# Zener tunnelling in a one-sided germanium junction: a wrong current and its repair

## The junction

The system is an abrupt p⁺n junction in germanium at 300 K, with $N = 5\times10^{18}$ cm⁻³ fully ionised donors and a reverse bias $V_R = 1$ V. I will first show you a calculation of its band-to-band current that is wrong, and then take it apart.

All energies are electron energies and $q>0$. The whole band bending $U = q(V_{bi}+V_R)$ falls on the n side, between the junction plane $x=0$ and the depletion edge $x=W$. With $y = W-x$, Poisson's equation in the depletion approximation lifts every band edge above its neutral value by $q^2Ny^2/2\varepsilon$, so that

$$U=\frac{q^2NW^2}{2\varepsilon},\qquad qF_{max}=\frac{2U}{W}.$$

A WKB exponent without a phonon describes the direct transition at Γ, so the gap in the barrier is the direct one, $E_g = 0.8$ eV (compiled value, Waroquiers 2013). The fundamental gap, to the L valleys, is 0.66 eV (compiled, Wing 2021) and fixes the built-in potential. The permittivity is $16.2\,\varepsilon_0$ (compiled, Ioffe Institute). As given inputs I take a typical Γ-valley mass $m = 0.041\,m_0$ and an approximate effective density of states $N_c = 1.0\times10^{19}$ cm⁻³ for the L valleys. The condition $\mathcal F_{1/2}(\eta)=N/N_c$, with $\mathcal F_{1/2}\to e^{\eta}$ for negative $\eta$, gives $\eta=-0.52$. The Fermi level of the n side lies at $-13$ meV from the L edge.

I place $x=0$ where the valence edge crosses the Fermi level of the p side, and I treat valence states below that level as full and those above as empty. Then $qV_{bi}$ is 0.66 eV less 13 meV, that is 0.647 eV, which I round to 0.65 eV, and $U = 1.65$ eV. It follows that $W = 24.3$ nm and $F_{max} = 1.36$ MV/cm. Intermediate numbers are carried unrounded.

**Question.** A p⁺ layer doped far above $5\times10^{18}$ cm⁻³ is degenerate. Is the built-in potential then larger?

It is, by the depth of the hole Fermi sea. That extra bending lies among valence states that are empty, and it drops out, because a path depends only on the bending that remains between its starting point and the neutral n region. The highest full state always starts with 0.66 eV $+\,\eta kT + qV_R$ still to fall.

## One path

An electron of energy $E$, at normal incidence, leaves the valence band where $E_v=E$, at a distance $y_1$ from the depletion edge. Call the remaining bending $U' = q^2Ny_1^2/2\varepsilon$. The highest path starts at the junction with $U'=U$, and an electron lower in energy by $\epsilon$ has $U'=U-\epsilon$. In the single-mass model $\hbar\kappa=\sqrt{2m\,[E_\Gamma(x)-E]}$. With $s=y/y_1$ and $r=\sqrt{E_g/U'}$ the barrier is

$$E_\Gamma-E = U's^2-(U'-E_g)=U'\,(s^2-c),\qquad c=1-r^2,$$

which equals $E_g$ at the start, $s=1$. The exponent is $S=-\ln T=2\int\kappa\,dx$. Its prefactor is $2y_1\sqrt{2mU'}/\hbar=2U'/E_{00}$, where

$$E_{00}=\frac{q\hbar}{2}\sqrt{\frac{N}{m\varepsilon}}=50.9\ \text{meV}$$

is the same energy scale that Padovani and Stratton used for Schottky barriers. The primitive we need holds for either sign of $c$:

$$\int\sqrt{s^2-c}\;ds=\tfrac12\Big[s\sqrt{s^2-c}-c\ln\big(s+\sqrt{s^2-c}\big)\Big].$$

Everything up to here is correct.

## The wrong attempt

This section is wrong, and its result must not be used.

(W1) At 1 V reverse bias the valence states are full and the conduction states empty, so the current of the normal-incidence mode, spin included, is $I=(2q/h)\Lambda$ with $\Lambda=\int T\,dU'$.

(W2) Every point of the depletion layer is a starting point, $0<U'<U$. A path ends where $\kappa$ vanishes or, failing that, where the depletion layer ends, at $s=0$.

(W3) The lower limit is then $s=\sqrt c$ for $c>0$ and $s=0$ for $c<0$. In both cases the primitive gives

$$S_w=\frac{1}{E_{00}}\Big[\sqrt{U'E_g}-\frac{U'-E_g}{2}\ln\Big|\frac{1+r}{1-r}\Big|\Big].$$

For $U'<E_g$ this reads $S_w=\big[\sqrt{U'E_g}+(E_g-U')\,\mathrm{artanh}\sqrt{U'/E_g}\big]/E_{00}$. One formula covers the whole layer and is continuous at $U'=E_g$, which feels reassuring.

(W4) Numerical integration of $e^{-S_w}$ from 0 to 1.65 eV gives $\Lambda = 1.70$ meV. With $2q^2/h = 77.5$ µS the wrong current is 132 nA.

## The symptom

Repeat (W4) with the upper limit 0.65 eV, the bending at zero bias. It returns 1.64 meV and 127 nA. One volt of reverse bias has raised a tunnel current by 4 per cent, although the transmission of the top path went from $9.1\times10^{-9}$ to $2.7\times10^{-4}$. The integral must be collecting its weight somewhere else, so here is the integrand.

| $U'$ (eV) | $S_w$ | $e^{-S_w}$ |
|---|---|---|
| 0.01 | 3.50 | $3.0\times10^{-2}$ |
| 0.10 | 10.63 | $2.4\times10^{-5}$ |
| 0.556 | 18.84 | $6.6\times10^{-9}$ |
| 0.65 | 18.51 | $9.1\times10^{-9}$ |
| 0.80 | 15.70 | $1.5\times10^{-7}$ |
| 1.65 | 8.20 | $2.7\times10^{-4}$ |

The exponent has a maximum and then falls to zero as the bending disappears. Put $t=\sqrt{U'/E_g}<1$. Differentiating the lower branch gives $dS_w/dU'=(1/t-\mathrm{artanh}\,t)/E_{00}$, which vanishes at $t\,\mathrm{artanh}\,t=1$, or $t=0.834$ and $U'=0.556$ eV, where $S_w=E_g/(tE_{00})$. For small $t$, $S_w\approx2\sqrt{U'E_g}/E_{00}$. The formula claims that a crystal with flat bands and no field transmits electrons across its gap with probability one. A weaker field must make the barrier wider, so an exponent that drops with the bending is impossible.

The small-$t$ form also tells us what we integrated:

$$\int_0^\infty e^{-2\sqrt{U'E_g}/E_{00}}\,dU'=\frac{E_{00}^2}{2E_g}=1.62\ \text{meV}.$$

This contains no bias at all, and it accounts for nearly the whole of the wrong answer.

**Question.** A current at zero bias would have been enough to reject it.

It would, but it does not single out the faulty line. A unit occupation difference gives a current at zero bias wherever $T\neq0$, so the symptom can be blamed either on (W1), which was only claimed for large bias, or on the transmission. Restoring the true occupation difference, which vanishes in equilibrium, would remove the current and leave the transmission unexamined. Here all of the 127 nA comes from paths with $U'\le0.65$ eV $<E_g$, which are admitted only by the second clause of (W2), and it vanishes when that line alone is mended. The maximum of $S_w$ and the limit $T\to1$ involve no occupation factor, so they point to the transmission without ambiguity.

## The faulty line

The fault is (W2), in the words "failing that". For $U'<E_g$ the energy $E$ lies below the Γ edge of the neutral n region by $E_g-U'$ and above its valence edge by $U'$. It lies in the direct gap everywhere to the right of the starting point. There is no second turning point and no Γ state in which to arrive. The depletion edge is only where the field ends, and the barrier continues behind it at constant height with $\hbar\kappa_\infty=\sqrt{2m(E_g-U')}$. Over a neutral length $L$ the exponent is $S_w+2\kappa_\infty L$, which grows without bound, so $T=0$. For $U'=0.65$ eV, $\kappa_\infty=0.40$ nm⁻¹, and 100 nm of neutral germanium add 80 to the exponent. The path with $U'=0.01$ eV looked transparent because (W2) cut it off after 1.9 nm.

The algebra carries a warning. For $r>1$, $\mathrm{artanh}\,r$ is complex with imaginary part $\pm\pi/2$, and the modulus signs in (W3) are exactly the operation of dropping that part. A program that writes the logarithm with an absolute value, or clips a turning point to the end of the depletion mesh, makes this slip without any message.

## The mended calculation

A path exists only for $U'>E_g$, that is $r<1$. The turning point is $s=\sqrt c$. There the square root vanishes and the bracket of the primitive is $-c\ln\sqrt c$, while at $s=1$ it is $r-c\ln(1+r)$. Since $\ln[(1+r)/\sqrt{1-r^2}]=\mathrm{artanh}\,r$, the path that starts at the junction has

$$-\ln T=S(U)=\frac{1}{E_{00}}\Big[\sqrt{UE_g}-(U-E_g)\,\mathrm{artanh}\sqrt{E_g/U}\Big],\qquad U>E_g,$$

and $T=0$ for $U<E_g$. The lower paths follow by $U\to U'$. The slope is $dS/dU=(r-\mathrm{artanh}\,r)/E_{00}$, negative for all $r<1$, so the exponent falls steadily as the bending grows and the path from the junction is the most transparent one.

Compare the local estimate, a triangular barrier in the peak field. Inserting $qF_{max}=2U/W$,

$$S_\triangle=\frac{4\sqrt{2m}\,E_g^{3/2}}{3\hbar qF_{max}}=\frac23\,\frac{U}{E_{00}}\,r^3,\qquad r^2=\frac{E_g}{U}.$$

With $\mathrm{artanh}\,r=\sum_k r^{2k+1}/(2k+1)$, the coefficient of $r^{2k+3}$ in $r-(1-r^2)\,\mathrm{artanh}\,r$ is $\frac1{2k+1}-\frac1{2k+3}$. Therefore

$$\frac{S}{S_\triangle}=\sum_{k=0}^\infty\frac{3\,r^{2k}}{(2k+1)(2k+3)}=1+\frac{E_g}{5U}+\frac{3E_g^2}{35U^2}+\dots$$

All terms are positive, because the field along the path is never larger than at its start. At $U=E_g$ the sum telescopes to $3/2$, in accord with $S=E_g/E_{00}$ from the closed form. There the path spans the full width $W$ and ends in zero field. The series converges for $r\le1$ and diverges beyond, which is the threshold once more.

Now the numbers at 1 V. Here $r=0.696$ and $\mathrm{artanh}\,r=0.860$. The bracket is $1.149-0.731=0.418$ eV, so $S=8.20$ and $T=2.7\times10^{-4}$. The triangle gives $S_\triangle=7.29$ and $T_\triangle=6.8\times10^{-4}$. The ratio of exponents is 1.125, against 1.097 from the first correction alone and 1.117 with the second. The path is $W(1-\sqrt c)=6.9$ nm long where the triangle assumes $E_g/qF_{max}=5.9$ nm, and at its end the field has dropped to $\sqrt c=0.72$ of the peak. The local estimate overstates the transmission by a factor 2.5.

The energy window runs from $U'=E_g$ to $U$ and is 0.85 eV wide:

$$\Lambda=\int_{E_g}^{U}e^{-S(U')}\,dU'=0.063\ \text{meV},\qquad I=4.9\ \text{nA}.$$

Line (W1) is sound inside this window. Its lowest energy lies 0.15 eV above the Fermi level of the n side, where the final states are almost empty.

## The size of the error

At 1 V the slip leaves the exponent of the top path untouched, since $U>E_g$, and does its damage in the sum over paths. The forbidden range $0<U'<E_g$ contributed 1.64 meV and the allowed window 0.063 meV. The wrong current is 27 times the right one, and 96 per cent of it flows along paths that end nowhere. These figures refer to the normal-incidence mode of the single-mass model. Below $V_R=(E_g-qV_{bi})/q=0.15$ V the window is closed, and all of the direct current in the wrong attempt is spurious.

**Question.** Had you kept the Fermi function of the n side, the paths near the depletion edge would have been blocked.

They would, and this is why the slip survives in many calculations. The top path lies $qV_R$ above the n-side Fermi level, so a path $U'$ lies $U'-qV_{bi}$ above it, and the chance that its supposed final state is empty is $[1+e^{(qV_{bi}-U')/kT}]^{-1}$ with $kT=25.9$ meV. Weighted with this factor, the forbidden range gives $5.0\times10^{-9}$ eV, a fraction $8\times10^{-5}$ of the true $\Lambda$. At 1 V the error is then invisible. The remainder comes from energies between the Fermi level and the Γ edge. The L valleys pin the Fermi level 0.15 eV below that edge, so the Fermi function calls those energies empty although Γ has no states there. Below 0.15 V they would still produce a direct current that should be absent. An occupation factor says whether a state is filled, and it takes for granted that the state exists.

**Question.** A real germanium diode conducts below 0.15 V. What carries the current?

Channels with other final states. The L valleys open at $U'>0.66$ eV, or $V_R>0.01$ V, but the electron needs a phonon or an impurity to supply the crystal momentum, so the rate has a different prefactor, gap and mass. The same existence test applies with 0.66 eV as the gap. Traps and band tails add more. In a degenerate p⁺ layer the valence states above the Fermi level are also thermally occupied, which puts a tail of scale $kT$ on the direct onset. Those paths have $U'>E_g$ and obey the mended formula. If the neutral layer is only a few nanometres thick and a metal follows, final states exist in the metal, and the term $2\kappa_\infty L$ must be kept with the actual $L$.

## What the model leaves out

**Question.** You worry about 12 per cent in the exponent. How good is a single mass across a whole gap?

Worse than 12 per cent. Near the valence edge the true $\kappa$ returns to zero, while the single-mass $\kappa$ is largest there. The light-hole mass of germanium is typically close to the Γ mass, so take the symmetric two-band form associated with Kane, $\hbar\kappa=\sqrt{2m\Delta(1-\Delta/E_g)}$ with $\Delta=E_\Gamma-E$. Set $\Delta=E_g(1-z)$. Then $s=\sqrt{1-r^2z}$ and $|ds|=r^2dz/2s$, and

$$S_2=\frac{E_g r}{E_{00}}\int_0^1\sqrt{\frac{z(1-z)}{1-r^2z}}\;dz=\frac{\pi}{8}\frac{E_gr}{E_{00}}\;{}_2F_1\!\big(\tfrac12,\tfrac32;3;r^2\big).$$

In a uniform field, $r^2\to0$ in the integrand, this is $3\pi/16=0.589$ of the triangular exponent, or 4.29 at our peak field. The non-local factor is now $1+E_g/4U+\dots$, and at threshold the integral is $2/3$, which makes the factor $16/3\pi=1.70$. At 1 V it is 1.16, so $S_2=4.98$ and $T_2=6.9\times10^{-3}$. The dispersion raises the transmission 25-fold, where the non-local correction lowered it 2.5-fold. The threshold $U'>E_g$ is the same in both models, because it comes from the band diagram.

**Question.** And the depletion approximation?

With Boltzmann statistics for the electron tail, the first integral of Poisson's equation replaces the local bending $\psi$ by $\psi-kT$ wherever $\psi\gg kT$. On the top path $\psi$ never falls below 0.85 eV, so the effect is $U\to U-kT$. The slope there is $-3.2$ eV⁻¹, and $S$ rises by about 0.08. Within a few $kT$ of threshold the turning point moves into the tail, the parabola fails, and the factor $3/2$ is only the limit of the idealised profile. Those paths carry $T\approx1.5\times10^{-7}$ and do not affect $\Lambda$ at 1 V. The mass matters more. Since $S\propto\sqrt m$, a change of 10 per cent in $m$ moves $S$ by about 0.41 and $T$ by a factor 1.5. The WKB prefactor of order one and gap narrowing at these dopings are also omitted, so the third figure of an exponent serves only to compare formulas with the same inputs.

The values $S=8.20$, $T=2.7\times10^{-4}$ and 4.9 nA are therefore the single-mass model's. For direct tunnelling in germanium that model errs towards too little current, by roughly the factor 25 that the two-band integral shows for the top path. Under either dispersion a path is admitted only after checking that its energy lies above the conduction edge somewhere on the n side, which in this junction means $U'>E_g$.